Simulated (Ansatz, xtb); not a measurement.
**Relative energy of two isomers of CHBNSe**

Structure a is `[C]#[N+][BH-]=[Se]`, a doublet and structure b is `[CH]=NB=[Se]`, a doublet. Both are isolated molecules in the gas phase, relaxed with PBE-D3(BJ)/def2-SVP; each stands in its lowest conformer found.

Quicker runs give these differences E(b) − E(a): GFN2-xTB −17.9 kJ/mol; HF/STO-3G +125.0 kJ/mol (at GFN2-xTB geometries); r2SCAN-D4/def2-SVP −1.5 kJ/mol (at GFN2-xTB geometries).

Which of the two would you expect CCSD(T)/def2-SVP + ΔMP2/def2-TZVPP electronic energies to favour?

Structure a; the calculation gives E(b) − E(a) = +42.5 kJ/mol.

Level by level:

| level | geometry | E(b) − E(a) (kJ/mol) | departure from the last row (kJ/mol) | job, with rough time for the two |
| --- | --- | --- | --- | --- |
| GFN2-xTB | GFN2-xTB | −17.9 | −60.4 | optimisation, 0.4 s |
| HF/STO-3G | GFN2-xTB | +125.0 | +82.6 | single point, 11 s |
| r2SCAN-D4/def2-SVP | GFN2-xTB | −1.5 | −44.0 | single point, 15 s |
| PBE-D3(BJ)/def2-SVP | PBE-D3(BJ)/def2-SVP | −8.9 | −51.4 | optimisation, 88 s |
| HF/def2-SVP | PBE-D3(BJ)/def2-SVP | +91.6 | +49.1 | part of the CCSD(T) run |
| MP2/def2-SVP | PBE-D3(BJ)/def2-SVP | +44.0 | +1.6 | part of the CCSD(T) run |
| CCSD(T)/def2-SVP | PBE-D3(BJ)/def2-SVP | +44.2 | +1.7 | single point |
| CCSD(T)/def2-SVP + ΔMP2/def2-TZVPP | PBE-D3(BJ)/def2-SVP | +42.5 |  | single point, 3.7 min |

As drawn, b has 1 C=N, 1 C–H in place of 1 C≡N, 1 B–H.

GFN2-xTB, PBE-D3(BJ)/def2-SVP put the two in the other order. r2SCAN-D4/def2-SVP finds them nearly level. The largest departure from CCSD(T)/def2-SVP + ΔMP2/def2-TZVPP is that of HF/STO-3G, 82.6 kJ/mol. The last row adds to CCSD(T) the change of the MP2 difference between the two basis sets, here −1.7 kJ/mol.

With harmonic frequencies from PBE-D3(BJ)/def2-SVP (ideal gas, rigid rotor, one conformer each, 400 K, 1 atm): the zero-point term adds +1.1 kJ/mol; ΔH is +44.5 and ΔG +47.2 kJ/mol.

Open shells are spin-unrestricted, with notable spin contamination under HF/STO-3G. The correlated steps freeze 12 core orbitals; the filled d shell of Se is correlated, in a basis made for valence electrons. Codes used: Ansatz 0.2.0, xtb 6.7.1; the last row on 1 thread of Intel(R) Xeon(R) Processor @ 2.50GHz (Skylake/Cascade Lake) on a shared host.

Isomer a is clearly favoured, and the thermal terms reinforce that preference rather than offset it. It keeps the strong C≡N triple bond, and its unpaired electron can probably sit largely in a selenium p orbital. Isomer b gains a C–H bond, normally stronger than B–H, and probably more B–Se multiple bonding, but this does not repay the lost C–N π bonding and the less favourable placing of the radical centre.

Correlation works the other way: in the same basis the gap falls from +91.6 kJ/mol with HF to +44.2 kJ/mol with CCSD(T), which suggests that b's unsaturated C–N–B–Se framework has the larger correlation energy. MP2 already recovers nearly all of this shift, so higher-order contributions largely cancel between the isomers. The semilocal functionals' tilt towards b may reflect overstabilised spin delocalisation along that framework. The preference for a does not make it the global minimum, since the carbon-bound cyanide NC–BH–Se, a natural competitor, is not among the structures compared.
